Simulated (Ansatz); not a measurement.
## SnO2: energy less reference as wave cutoff varies

One setting of a density functional single point varied, free energy counted from the run at the reference value, pressure positive in compression; periodic cell, basis, potentials, k mesh and filling as listed. The results are calculated, by Ansatz 0.2.0.

Structure of every row (space group Pnnm, No. 58):
```
cell vectors (Å)
   4.7880     0.0000     0.0000
   0.0000     4.8666     0.0000
   0.0000     0.0000     3.2409
atoms (fractions of the cell vectors)
Sn  0.50000  0.50000  0.50000
Sn  0.00000  0.00000  0.00000
O   0.29185  0.32104  0.00000
O   0.79186  0.17896  0.50000
O   0.20814  0.82104  0.50000
O   0.70814  0.67896  0.00000
```

Settings of every row: functional LDA; dispersion none; potentials PAW; k mesh 4x4x6; k shift 0x0x0; occupations fixed; smearing width 0 eV; spin none; varied setting wave cutoff; reference wave cutoff 450 eV.

Limits: cutoff under the advised one; the cell comes from a prototype or a list of computed structures and needn't be the stable phase.

```csv
row,wave cutoff (eV),energy less reference (meV/atom)
1,250,1470
2,300,350
3,350,?
4,400,14
5,450,0
```

Question: what energy less reference should row 3 give?

Worked fit of energy less reference. Measure energy less reference from the row at the highest cutoff, 0 meV/atom, and take the logarithm of what remains: 250 → 7.29, 300 → 5.86, 400 → 2.64. A straight line through these is ln|rest| = 15.141 − 0.03119 × cutoff, so the rest falls by a factor of e every 32.1 eV; from 3 rows that is a rough guide, not a law, and the row at the highest cutoff isn't the limit itself. At 350 eV the line gives ln|rest| = 4.225, a rest of 68 meV/atom, and so 0 + 68 = 68 meV/atom.

The calculation gave 78 meV/atom. The fit lies 10 meV/atom (13 % of the value, 0.68 % of the column's range) below it; its largest miss of a shown row is 76 meV/atom.
